**Problem.** A ring has sites of spacing $a$ (density $n=1/a$). The Hamiltonian is real symmetric with independent zero-mean Gaussian entries. On-site energies have variance $W^2$, and hoppings over ring distance $r\ge a$ have rms $bWa/r$ with $b=0.05$. Define $P_q=\sum_i|\psi_i|^{2q}$ and $\langle P_q\rangle\propto L^{-\tau(q)}$, $\tau(q)=d_q(q-1)$. To first order in $b$, find $d_2$, $d_1$, $d_{3/2}$, $d_3$ at $E=0$, $d_2$ at $E=W$, and the change of $\langle P_2\rangle$ from $L=10^2a$ to $10^5a$.

**Note 1: why $r^{-d}$ is critical.** A state resonates with partners detuned by $|\omega|\lesssim|V|$. A shell $dr$ holds $nS_dr^{d-1}dr$ sites ($S_d$ is the unit-sphere area, $S_1=2$). Their energy density per site is $\rho(E)$, normalised to one. For $V\propto r^{-d}$ the resonance count is proportional to $\kappa\,d\ln r$, with dimensionless
$$\kappa=\rho(E)\,nS_d\langle|V|r^d\rangle .$$
For $\kappa\ll1$ resonances occur at well-separated scales and are diagonalised pair by pair (Levitov, 1990).

**Note 2: $\kappa$ does not flow.** The mixed state couples to a distant third one by $V_{13}\cos\theta+V_{23}\sin\theta$. For independent Gaussians of equal variance this has the same distribution.

**Note 3: one pair.** With $\tan2\theta=2|V|/\omega$ and non-overlapping partners, $P_q'=\cos^{2q}\theta\,P_q^{(1)}+\sin^{2q}\theta\,P_q^{(2)}$. This is linear, so the mean obeys a closed equation. Since $|V|\ll W$, $\rho$ is constant across the resonance, and $|d\omega|=|V|\,d\theta/(\sin^2\theta\cos^2\theta)$ gives
$$\frac{d\ln\langle P_q\rangle}{d\ln L}=-\kappa I_q,\qquad I_q=\int_0^{\pi/2}\frac{1-\cos^{2q}\theta-\sin^{2q}\theta}{\sin^2\theta\cos^2\theta}\,d\theta .$$
For $q=2$ the numerator is $2\sin^2\theta\cos^2\theta$, so $I_2=\pi$ and $d_2=\pi\kappa$.

**Note 4: general $q$.** The integral converges for $q>1/2$. Insert $(\sin\theta\cos\theta)^{2\epsilon}$, integrate termwise for $\epsilon>\tfrac12$, and continue to $\epsilon=0$. The first term, $\tfrac12B(\epsilon-\tfrac12,\epsilon-\tfrac12)$, vanishes through the pole of $\Gamma(2\epsilon-1)$. The other two give $-B(-\tfrac12,q-\tfrac12)$, hence $I_q=2\sqrt\pi\,\Gamma(q-\tfrac12)/\Gamma(q-1)$.

**Note 5: numbers at $E=0$.**
$$\rho(0)=\frac{1}{\sqrt{2\pi}\,W}=0.399\,W^{-1},\qquad\langle|V|r\rangle=\sqrt{2/\pi}\,bWa=0.0399\,Wa,$$
$$\kappa=(0.399\,W^{-1})(2\,a^{-1})(0.0399\,Wa)=0.0318=\frac{2b}{\pi},$$
$$\tau(q)=\frac{4b\,\Gamma(q-\frac12)}{\sqrt\pi\,\Gamma(q-1)},$$
the form of Mirlin and Evers (2000). The mean modulus enters, not the rms.

| $q$ | $\tau(q)$ | $d_q$ |
|---|---|---|
| $1$ | $0$ | $4b=0.20$ |
| $3/2$ | $4b/\pi=0.064$ | $0.13$ |
| $2$ | $2b=0.10$ | $0.10$ |
| $3$ | $3b=0.15$ | $0.075$ |

Here $d_1=\tau'(1)$, using $1/\Gamma(q-1)\simeq q-1$.

**Note 6: conventions and energy.** The coefficient depends on the diagonal variance. With $2W^2$ instead of $W^2$, $d_2=\sqrt2\,b=0.071$. Away from the band centre $d_2=2b\,e^{-E^2/2W^2}$, which is $0.061$ at $E=W$. The exponent stays positive at every finite $E$, so this model has critical states throughout and no mobility edge.

**Note 7: what is neglected.** Partners with $|\omega|<2|V|$ number $4\kappa=0.13$ per e-fold of length. This is roughly the chance that a third state joins a resonance at the same scale, so the exponents carry relative corrections of order ten per cent. The second figure in the table is that of the first-order formula only.

**Note 8: range of $q$.** Near $q=\tfrac12$ the formula has a pole, $\tau\simeq-2b/[\pi(q-\tfrac12)]$. The symmetry $\Delta_q=\Delta_{1-q}$ of $\Delta_q=\tau(q)-(q-1)$ fixes $\tau'(\tfrac12)=1$, and $\tau$ is concave, so $\tau'\le1$ above $\tfrac12$. The pole term violates this for $q-\tfrac12<\sqrt{2b/\pi}=0.18$, where the first-order result fails. At large $q$ the singularity spectrum $f=q\tau'-\tau$ vanishes where $q[\psi_0(q-\tfrac12)-\psi_0(q-1)]=1$, with $\psi_0$ the digamma function, at $q=2.4$. Beyond it the mean is set by rare states. The value at $q=2$ therefore also describes a typical eigenstate, and the value at $q=3$ does not.

**Note 9: size dependence.** The prefactor of the power law depends on short distances, but it cancels in a ratio:
$$\frac{\langle P_2\rangle_{10^5a}}{\langle P_2\rangle_{10^2a}}=(10^3)^{-d_2}\approx0.5\ \ (E=0),\qquad\approx0.7\ \ (E=W).$$
A ten per cent shift of $d_2$ at $E=0$ moves this ratio by about 7 per cent. In the model, a thousandfold longer ring only doubles $1/\langle P_2\rangle$ at the band centre.